**Why a Si pseudopotential with 2s2p in the valence converges slowly, and what the local radius changes**

The table holds the error in the sum of levels of the Si pseudo-atom against Bessel-basis cutoff, relative to 400 Ry, for four local radii (ld1.x, Troullier-Martins separable form, PBEsol, non-relativistic). The program splits the error by shell and tests a parameter-free estimate, the kinetic and binding energy of the part of the pseudo-wave above the cutoff, next to a two-parameter exponential. The 2p shell carries 98 to 99% of the base error from 40 Ry on, and the s and p radii alone explain a cutoff ratio of 2.7 where 7.6 is found. The wave estimate is 9% high for 2p at 300 Ry, twice too high at 100 Ry and thirteen times at 10 Ry, while it reproduces the shoulder of the 2s curve. The gap between runs peaks at 60 to 80 Ry and nearly closes at 300 Ry, and the output also gives the effects of rounding, of the discrete basis and of the unconverged reference.

Calculated values. Separable Troullier-Martins pseudopotentials for Si from ld1.x 7.5 (PBEsol, non-relativistic), with reference valence 2s2 2p6 3s2 3p1 (charge +1) and radii of 0.9 (s) and 0.55 bohr (p). The local potential is the all-electron one smoothed inside the local radius, 0.45 bohr in the base run. Levels use spherical Bessel functions in a 20 bohr box; errors are relative to 400 Ry.

## Program and output

```python
# Table: sum of pseudo-atom level errors (mRy, relative to 400 Ry) vs Bessel-basis cutoff; ld1.x, Si TM, PBEsol,
# non-relativistic, four local radii. Tested: 2p share, parameter-free wave-tail model, exponential, run gaps.
T = {
    'cutoff': [10, 15, 21, 30, 40, 50, 60, 80, 100, 140, 200, 300],  # Ry
    'run0': [41810, 36080, 31420, 26500, 22940, 19910, 17670, 13550, 10340, 6106, 2242, 257.1],  # mRy
    'run1': [41810, 36090, 31440, 26550, 23010, 20000, 17770, 13670, 10450, 6190, 2271, 258.9],  # mRy
    'run2': [41870, 36200, 31620, 26870, 23470, 20580, 18420, 14370, 11090, 6586, 2379, 263.5],  # mRy
    'run3': [42150, 36880, 32710, 28620, 25670, 23070, 20980, 16660, 12830, 7405, 2540, 269.1],  # mRy
}
import numpy as np
from scipy.interpolate import CubicSpline
from scipy.special import spherical_jn as jn
from scipy.optimize import curve_fit
from scipy.constants import physical_constants as pc
E = np.array(T['cutoff'], float); Y = np.array([T['run%d' % i] for i in range(4)], float)
# further outputs of the same runs: unrounded sums, 2s and 2p excess (mRy) of run0 and run2; waves, levels (Ry)
S0 = np.array([41808.89,36077.52,31420.57,26501.21,22944.75,19908.8,17666.73,13552.06,10335.89,6105.55,2241.69,257.14])
S2 = np.array([41865.51,36201,31622.36,26867.22,23467.24,20575.77,18422.12,14374.46,11087.3,6585.97,2379.48,263.49])
s0 = np.array([2720.77,1565.45,658.38,218.46,40.03,9.86,6.96,6.13,2.98,0.22,0.09,0])
p0 = np.array([5851.32,5337.75,4911.42,4271.51,3758.04,3272.41,2905.63,2229.45,1701.2,1005.57,369.26,42.36])
p2 = np.array([5859.44,5357.41,4945.2,4333.09,3845.24,3383.02,3030.64,2365.61,1825.87,1085.6,392.42,43.47])
us = np.array([.3877,.74,1.0246,1.2161,1.3005,1.2803,1.1772,1.0261,.862,.7077,.572,.4569,.3617])
up = np.array([.2644,.8204,1.2266,1.3354,1.2907,1.1945,1.0664,.9271,.7907,.6649,.5531,.4563,.3741])
es, ep, rs, rp, R = -10.87535, -7.71158, 0.9, 0.55, 20.0
def tail(u, l, eps, mode):
    rt = 0.09*np.arange(1, 14); ka = np.sqrt(-eps)
    n = (np.log(u[-1]/u[-2]) + ka*0.09)/np.log(rt[-1]/rt[-2])   # outer tail r^n exp(-kappa r)
    rx = 0.09*np.arange(14, 91); x = np.r_[rt, rx]
    g = np.log(np.r_[u, u[-1]*(rx/rt[-1])**n*np.exp(-ka*(rx-rt[-1]))]/x**(l+1))
    r = np.linspace(0.001, 8, 4000); dr = r[1]-r[0]
    G = CubicSpline(x**2, g)(r**2) if mode == 0 else CubicSpline(np.r_[-x[::-1], x], np.r_[g[::-1], g])(r)
    f = r**(l+1)*np.exp(G); N = (f**2).sum()*dr
    m = np.arange(1, 256); z = m*np.pi if l == 0 else (m+.5)*np.pi - 1/((m+.5)*np.pi)
    k = z/R; c2 = ((r*jn(l, np.outer(k, r))) @ f*dr)**2/(R**3/2*jn(l+1, z)**2)/N
    M = lambda e: 1e3*((k**2-eps)*c2)[k**2 > e].sum()/(1-c2[k**2 > e].sum())
    return np.array([M(e)-M(400) for e in E]), M(400), N, (k**2*c2).sum()
Pa, Pb, Sa, Sb = tail(up,1,ep,0), tail(up,1,ep,1), tail(us,0,es,0), tail(us,0,es,1)
for nm, a, b in (('2p', Pa, Pb), ('2s', Sa, Sb)):
    print('%s wave (interp A,B): norm %.4f %.4f, T %.2f %.2f Ry, model left at 400 Ry %.2f %.2f mRy' % (nm,a[2],b[2],a[3],b[3],a[1],b[1]))
rem = S0 - 2*s0 - 6*p0
print('run0: E/Ry  6p/sum%  rest/mRy  rest/p | p excess, model A, B, A/calc | s excess, model A, B (mRy)')
for i, e in enumerate(E):
    print('%4d %5.1f %7.1f %.3f | %7.1f %7.1f %7.1f %.2f | %7.2f %7.2f %7.2f' % (e,600*p0[i]/S0[i],rem[i],rem[i]/p0[i],p0[i],Pa[0][i],Pb[0][i],Pa[0][i]/p0[i],s0[i],Sa[0][i],Sb[0][i]))
ex = lambda e, A, E0: np.log(A*(np.exp(-e/E0)-np.exp(-400/E0)))
(A, E0), _ = curve_fit(ex, E, np.log(Y[0]), p0=[4e4, 70], bounds=([1e3, 10], [1e6, 1e3]))
er = 100*(np.exp(ex(E, A, E0))/Y[0]-1); mr = 100*(Pa[0]/p0-1)
print('exponential fit run0: A %.1f Ry, E0 %.1f Ry, worst %.1f%% at %d Ry' % (A/1e3,E0,er[abs(er).argmax()],E[abs(er).argmax()]))
print('wave model A for 2p: worst %.0f%% at %d Ry, best %.0f%% at %d Ry' % (mr[abs(mr).argmax()],E[abs(mr).argmax()],mr[abs(mr).argmin()],E[abs(mr).argmin()]))
D = Y[1:] - Y[0]; half = 0.5*10**(np.floor(np.log10(Y[0]))-3)
step = 100*2*np.sqrt(E)*np.pi/R*abs(np.gradient(np.log(Y[0]), E))
print('E/Ry | gap to run0 (0.52,0.68,1.02) mRy | gap3 % | 6dp/gap2 % | exp resid % | rounding mRy | one basis fn %')
for i, e in enumerate(E):
    print('%4d | %6.1f %6.1f %6.1f | %5.1f | %5.1f | %6.1f | %.2f | %.1f' % (e,*D[:,i],100*D[2,i]/Y[0,i],600*(p2[i]-p0[i])/(S2[i]-S0[i]),er[i],half[i],step[i]))
print('gap peaks at (Ry):', E[D.argmax(1)], ' relative peaks at:', E[(D/Y[0]).argmax(1)])
for t in (1e4, 1e3):
    print('cutoff for sum = %d mRy (log interp, Ry):' % t, np.round([np.interp(-np.log(t), -np.log(y), E) for y in Y], 0))
print('fall 10->300 Ry, factor:', np.round(Y[:,0]/Y[:,-1], 0), '; radial functions per l: %.0f -> %.0f' % tuple(np.sqrt(E[[0,-1]])*R/np.pi))
Es = np.interp(-np.log(p0[-1]), -np.log(s0[:-1]), E[:-1])
print('s reaches p excess at 300 Ry (%.1f mRy) at %.1f Ry: cutoff ratio %.1f; (rs/rp)^2 %.2f; times (j1/j0 zero)^2 %.2f' % (p0[-1],Es,300/Es,(rs/rp)**2,(rs/rp*4.4934/np.pi)**2))
print('q*radius there: s %.2f, p %.2f' % (np.sqrt(Es)*rs, np.sqrt(300)*rp))
Ry = pc['Rydberg constant times hc in eV'][0]
print('300 Ry sum error in eV:', np.round(Y[:,-1]*Ry/1e3, 2), '; p excess at 10 Ry = %.0f%% of 2p binding' % (p0[0]/-ep/10))
print('2s level at 400 Ry minus all-electron (-147.9669 eV, same run): %.2f mRy' % (1e3*(es+147.9669/Ry)))
assert (np.diff(Y, axis=1) < 0).all() and (Y > 0).all()
assert (np.diff(Y, axis=0) >= 0).all()
assert (6*p0/S0)[E >= 40].min() > 0.98
assert 50 <= E[D[2].argmax()] <= 80 and D[2,-1] < 0.01*D[2].max()
```

Printed output:

```
2p wave (interp A,B): norm 1.0002 1.0003, T 23.00 23.00 Ry, model left at 400 Ry 3.22 3.20 mRy
2s wave (interp A,B): norm 1.0003 1.0003, T 6.05 6.05 Ry, model left at 400 Ry 0.00 0.00 mRy
run0: E/Ry  6p/sum%  rest/mRy  rest/p | p excess, model A, B, A/calc | s excess, model A, B (mRy)
  10  84.0  1259.4 0.215 |  5851.3 74928.7 74915.5 12.81 | 2720.77 5389.79 5389.78
  15  88.8   920.1 0.172 |  5337.8 43080.6 43071.2 8.07 | 1565.45 2566.45 2566.46
  21  93.8   635.3 0.129 |  4911.4 30513.5 30505.5 6.21 |  658.38  915.52  915.54
  30  96.7   435.2 0.102 |  4271.5 19788.3 19781.3 4.63 |  218.46  268.32  268.33
  40  98.3   316.5 0.084 |  3758.0 14366.6 14360.0 3.82 |   40.03   43.69   43.69
  50  98.6   254.6 0.078 |  3272.4 10614.5 10608.2 3.24 |    9.86   11.46   11.46
  60  98.7   219.0 0.075 |  2905.6  8375.3  8369.2 2.88 |    6.96    9.15    9.15
  80  98.7   163.1 0.073 |  2229.4  5202.4  5197.0 2.33 |    6.13    7.69    7.68
 100  98.8   122.7 0.072 |  1701.2  3371.0  3366.3 1.98 |    2.98    3.47    3.47
 140  98.8    71.7 0.071 |  1005.6  1599.7  1596.5 1.59 |    0.22    0.26    0.26
 200  98.8    26.0 0.070 |   369.3   472.5   471.3 1.28 |    0.09    0.11    0.11
 300  98.8     3.0 0.070 |    42.4    46.1    46.1 1.09 |    0.00    0.00    0.00
exponential fit run0: A 46.7 Ry, E0 63.1 Ry, worst 24.8% at 300 Ry
wave model A for 2p: worst 1181% at 10 Ry, best 9% at 300 Ry
E/Ry | gap to run0 (0.52,0.68,1.02) mRy | gap3 % | 6dp/gap2 % | exp resid % | rounding mRy | one basis fn %
  10 |    0.0   60.0  340.0 |   0.8 |  86.0 |   -4.8 | 5.00 | 2.9
  15 |   10.0  120.0  800.0 |   2.2 |  95.5 |    1.9 | 5.00 | 3.2
  21 |   20.0  200.0 1290.0 |   4.1 | 100.4 |    6.4 | 5.00 | 3.1
  30 |   50.0  370.0 2120.0 |   8.0 | 100.9 |    9.3 | 5.00 | 2.9
  40 |   70.0  530.0 2730.0 |  11.9 | 100.1 |    7.7 | 5.00 | 2.8
  50 |   90.0  670.0 3160.0 |  15.9 |  99.5 |    5.9 | 5.00 | 2.9
  60 |  100.0  750.0 3310.0 |  18.7 |  99.3 |    1.8 | 5.00 | 3.0
  80 |  120.0  820.0 3110.0 |  23.0 |  99.3 |   -3.5 | 5.00 | 3.8
 100 |  110.0  750.0 2490.0 |  24.1 |  99.5 |   -8.1 | 5.00 | 4.2
 140 |   84.0  480.0 1299.0 |  21.3 | 100.0 |  -18.0 | 0.50 | 5.4
 200 |   29.0  137.0  298.0 |  13.3 | 100.8 |  -15.9 | 0.50 | 8.2
 300 |    1.8    6.4   12.0 |   4.7 | 104.9 |   24.8 | 0.05 | 11.8
gap peaks at (Ry): [80. 80. 60.]  relative peaks at: [140. 140. 100.]
cutoff for sum = 10000 mRy (log interp, Ry): [103. 103. 108. 118.]
cutoff for sum = 1000 mRy (log interp, Ry): [237. 238. 239. 242.]
fall 10->300 Ry, factor: [163. 161. 159. 157.] ; radial functions per l: 20 -> 110
s reaches p excess at 300 Ry (42.4 mRy) at 39.7 Ry: cutoff ratio 7.6; (rs/rp)^2 2.68; times (j1/j0 zero)^2 5.48
q*radius there: s 5.67, p 9.53
300 Ry sum error in eV: [3.5  3.52 3.59 3.66] ; p excess at 10 Ry = 76% of 2p binding
2s level at 400 Ry minus all-electron (-147.9669 eV, same run): 0.02 mRy
```
